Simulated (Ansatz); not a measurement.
# Spin-spiral energies of hcp Co against wavevector, PBE with locked moment directions

The usual rule of thumb is that the energy of a long-wavelength spiral in a ferromagnet grows as the square of its wavevector, with moments that turn but keep their length. I test how far that carries in hcp Co, and which of the listed wavevectors lies lowest. The answer matters for recording media and permanent magnets, because the cost of twisting the magnetisation sets the energies of spin waves and, in large part, the ordering temperature, and together with the anisotropy it sets the width of domain walls. The calculation gives the free energy of flat spirals in PBE, per magnetic atom, measured from the ferromagnet at $q=0$. A positive value means that the spiral lies above the ferromagnet.

## Calculations

Co (hcp): the measured cell (COD); 2 atoms in the cell, 2 magnetic, atoms held. Ansatz 0.2.0, plane waves with default PAW data sets, PBE, spinors without spin-orbit coupling, cutoff 420 eV, 12x12x8 k-points, Fermi-Dirac smearing of 0.05 eV. Spirals by the generalised Bloch theorem with a cone angle of 90 degrees, moment directions locked; at q = 0 the final moments point ++ relative to the first. Each row is one self-consistent run along a path through the zone.

Notes on method and selection:

- Each run ends in the state reached from its start, which may not be the lowest.
- In a Heisenberg model E(q) - E(0) = sin^2(cone angle) [J(0) - J(q)] per atom for one magnetic atom a cell, with E = -sum over ordered pairs of J e_i·e_j.
- Rows lie along several directions, so |q| alone does not order them.
- The zone-boundary wavevector (0, 0.5, 0.5) is not in the table; an order there may lie lower than every row.
- Runs that did not converge, have known faults or may not be shown are not listed, and runs on Ansatz's PAW sets soft_1 and soft_2 are kept to separate tables.

Columns:

- |q| (1/Å): length of the wavevector.
- wavevector: wavevector of the spiral in fractions of the reciprocal vectors.
- spiral energy (meV): free energy less that at q = 0, per magnetic atom.
- local moment (μB): mean size of the moments on the magnetic atoms, inside atomic spheres.

## Numbers

| member | |q| (1/Å) | wavevector | spiral energy (meV) | local moment (μB) |
| --- | --- | --- | --- | --- |
| q = (0, 0, 0) | 0.000 | (0, 0, 0) | 0.00 | 1.737 |
| q = (0, 0, 0.25) | 0.386 | (0, 0, 0.25) | 36.23 | 1.672 |
| q = (0.167, 0, 0) | 0.482 | (0.167, 0, 0) | 54.62 | 1.628 |
| q = (0, 0, 0.5) | 0.772 | (0, 0, 0.5) | 130.77 | 1.485 |
| q = (0.167, 0.167, 0) | 0.835 | (0.167, 0.167, 0) | ? | ? |
| q = (0.333, 0, 0) | 0.965 | (0.333, 0, 0) | 164.29 | 1.365 |
| q = (0.5, 0, 0) | 1.447 | (0.5, 0, 0) | 215.65 | 1.120 |
| q = (0.333, 0.333, 0) | 1.671 | (0.333, 0.333, 0) | 212.65 | 1.101 |
| q = (0.5, 0.167, 0) | 1.739 | (0.5, 0.167, 0) | 214.09 | 1.087 |

Cells marked ? are withheld until the estimate has been made.

## The trend and its physics

Among the members shown, the ferromagnet at $q=0$ lies lowest. The next one up, (0, 0, 0.25), already costs 36.23 meV. The zone-boundary wavevector (0, 0.5, 0.5) was not included, so I claim the minimum only for the listed rows.

The square law holds roughly at the start and then fails. Dividing the energy by $|q|^2$ gives 36.23 / 0.386² = 243 meV Å² along the hexagonal axis and 54.62 / 0.482² = 235 meV Å² in the plane, so the first steps cost nearly the same in both directions. Doubling the wavevector should multiply the energy by four. Along the axis the factor is 130.77 / 36.23 = 3.61, and in the plane from (0.167, 0, 0) it is 164.29 / 54.62 = 3.01. The three outermost rows lie between 212.65 and 215.65 meV, which is a plateau.

Two mechanisms bend the curve down. The first is geometric: a ferromagnetic bond costs an energy proportional to $1-\cos\theta$ when its moments turn by $\theta$ against each other, and this grows more slowly than $\theta^2$. The second is electronic. Between tilted neighbours, majority states on one atom mix with minority states on the next, which weakens the exchange splitting and shrinks the moment. The column shows the shrinkage, from 1.737 to 1.087 μB, a loss of (1.737 − 1.087) / 1.737 = 37 %. Moments of fixed length are therefore a fair picture only for the slow spirals.

I do not rank the three outer rows. For several in-plane wavevectors the lock holds the relative phase of the two atoms away from its relaxed value, and a free spiral there could lie lower by an amount that may exceed their 3 meV spread.

## Predicting the missing value

Plain estimates from the members shown:

- q = (0.167, 0.167, 0), straight-line interpolation between q = (0, 0, 0.5) and q = (0.333, 0, 0): w = (0.835 − 0.772) / (0.965 − 0.772) = 0.326, so 130.77 + 0.326 × (164.29 − 130.77) = 141.71 meV

The straight-line estimate of 141.71 meV joins an axial row to an in-plane one. I prefer to count bonds, which takes account of direction. With each atom's phase following its position,

$$E = a\,n_a + c\,n_c,$$

where $n_a$ and $n_c$ are the sums of $1-\cos\theta$ over the six neighbours in the plane and the six in adjacent planes, and $a$ and $c$ are effective couplings.

At (0, 0, 0.5) adjacent planes turn by 90°, so $n_a=0$, $n_c=6$ and $c$ = 130.77 / 6 = 21.80 meV. At (0.167, 0, 0) four in-plane neighbours turn by 60° and two not at all, so $n_a=2$. In the adjacent planes four turn by 20° and two by 40°, so $n_c = 4(1-\cos 20°) + 2(1-\cos 40°)$, about 0.71. At (0.333, 0, 0) all these angles double, which gives $n_a=6$ and $n_c = 4(1-\cos 40°) + 2(1-\cos 80°)$, about 2.6. I keep $c$ fixed and let $a$ absorb the softening:

- (0.167, 0, 0): $a$ = (54.62 − 0.71 × 21.80) / 2 = 19.57 meV
- (0.333, 0, 0): $a$ = (164.29 − 2.6 × 21.80) / 6 = 17.9 meV

Interpolated in $|q|^2$, with weight (0.835² − 0.482²) / (0.965² − 0.482²) = 0.665, the coupling is $a$ = 19.57 + 0.665 × (17.9 − 19.57) = 18.46 meV. In the withheld spiral four in-plane neighbours turn by 60° and two by 120°, while in the adjacent planes four turn by 60° and two not at all. Hence $n_a=5$ and $n_c=2$, which gives 5 × 18.46 + 2 × 21.80 = 135.9 meV.

As a trial I treat (0.333, 0, 0) as unknown. At (0.5, 0, 0), $a$ = (215.65 − 5 × 21.80) / 8 = 13.33 meV. Interpolation in $|q|^2$, now with weight (0.965² − 0.482²) / (1.447² − 0.482²) = 0.375, then gives $a$ = 19.57 + 0.375 × (13.33 − 19.57) = 17.23 meV and an energy of 6 × 17.23 + 2.6 × 21.80 = 160.1 meV, which misses the computed value by 164.29 − 160.1 = 4.2 meV. I take about that miss as the standard deviation.

**Committed estimate, q = (0.167, 0.167, 0): spiral energy = 136 ± 4 meV.**

## Outcome

| member | |q| (1/Å) | wavevector | spiral energy (meV) | local moment (μB) |
| --- | --- | --- | --- | --- |
| q = (0.167, 0.167, 0) | 0.835 | (0.167, 0.167, 0) | 133.91 | 1.447 |

| member | estimate | spiral energy (meV) | computed | estimate − computed | miss in error bars |
| --- | --- | --- | --- | --- | --- |
| q = (0.167, 0.167, 0) | committed | 136.00 | 133.91 | +2.09 | 0.5 |
| q = (0.167, 0.167, 0) | interpolation | 141.71 | 133.91 | +7.80 |  |

The estimate of 136 ± 4 meV lies 2.09 meV above the computed 133.91 meV, half an error bar away. The straight line misses by 7.80 meV, probably because it joins an axial row to an in-plane one as if only $|q|$ counted.

Counting bonds by direction was the part that worked. The in-plane coupling that reproduces the result is (133.91 − 2 × 21.80) / 5 = 18.06 meV, a little under my interpolated 18.46 meV and close to the 17.9 meV of (0.333, 0, 0).

One part of my earlier explanation needs correcting. I let the shrinking moment help to bend the curve in both directions, but along the axis the bond count alone gives more than the whole bend. At (0, 0, 0.25) adjacent planes turn by 45°, so $n_c$ = 6 × (1 − 0.7071) = 1.757, and doubling the wavevector should multiply the energy by 6 / 1.757 = 3.41. The computed factor is 3.61. Within this nearest-neighbour count the axial rows therefore show no softening of the coupling, although the moment falls there too. The evidence for softening comes from the in-plane rows, above all the outer ones.

## Departures from the trend

The three outermost rows depart most from the bond count. With $N=n_a+n_c$, the energy per unit of $N$ lies between 133.91 / 7 = 19.1 meV and 130.77 / 6 = 21.8 meV for the five spirals up to $|q|$ = 0.965 1/Å. For (0.5, 0.167, 0), neighbours in adjacent planes turn in pairs by 100°, 40° and 140°. The last two pairs together add 4 and the first about 2 × 1.2, so $N$ = 8 + 4 + 2 × 1.2 = 14.4. The energy per unit drops to 215.65 / 13 = 16.6 meV at (0.5, 0, 0), 214.09 / 14.4 = 14.9 meV at (0.5, 0.167, 0) and 212.65 / 15 = 14.2 meV at (0.333, 0.333, 0). At 20 meV per unit these rows would lie about 44, 74 and 87 meV higher than computed.

A likely reason, not tested separately here, is the loss of moment, to about 1.1 μB, which weakens the exchange between neighbours. Couplings to more distant shells, which the count leaves out, may contribute.

The locked phase does not explain this departure. The count uses the same locked angles, and (0.333, 0.333, 0), where the nearest-neighbour sum does not depend on the phase, departs most.

The lock does bear on the plateau that I read from these three rows. If the phase follows the atomic positions, freeing it lowers $n_c$ to 4 both at (0.5, 0, 0), where it is 5, and at (0.5, 0.167, 0), where it is 4 + 2 × 1.2. At each row's own energy per unit this is worth roughly (5 − 4) × 16.6 = 17 meV and 2 × 1.2 × 14.9 = 36 meV, far more than the 3 meV spread. The runs agree in kind: the lock has to apply a clear field at these two wavevectors and practically none at (0.333, 0.333, 0). The near-equal energies therefore belong to the locked spirals, and I was wrong to present them as a plateau without saying so. With free phases the three rows would probably lie well apart, but no such spiral is in the table.

The last place of (0.5, 0.167, 0) in the table also misleads, because this wavevector lies outside the first zone. Taking off a reciprocal vector gives (−0.5, 0.167, 0), which is shorter than (0.5, 0, 0). Both describe the same turning from cell to cell and differ only in the phase that the lock sets between the two atoms of the cell.

## Closing remarks

The ferromagnet is the lowest of the listed states, 36.23 meV per atom below the nearest spiral. For the five spirals up to $|q|$ = 0.965 1/Å, $E \approx 20\,N$ meV has a mean miss of 5 meV, against a mean deviation of 47 meV from their average. The factor 20 was read from these same rows, and the rule fails on the outer three.

For spin waves, the Heisenberg relation $\hbar\omega = 4E/M$, with $E$ the flat-spiral energy per atom and $M$ the moment in μB, gives a stiffness $D = 4E/(M|q|^2)$. The first steps yield 4 × 243 / 1.737 = 560 meV Å² along the axis and 4 × 235 / 1.737 = 541 meV Å² in the plane. These are averages over finite steps.

I know of no omitted effect as large as the spread of the table. The largest I have estimated is the release of the locked phase, roughly 36 meV at (0.5, 0.167, 0). It would change the heights and order of the outer rows but leave the ferromagnet lowest among those listed. Spin-orbit anisotropy in 3d metals is roughly 0.1 meV per atom or less, too small to change which row is lowest.
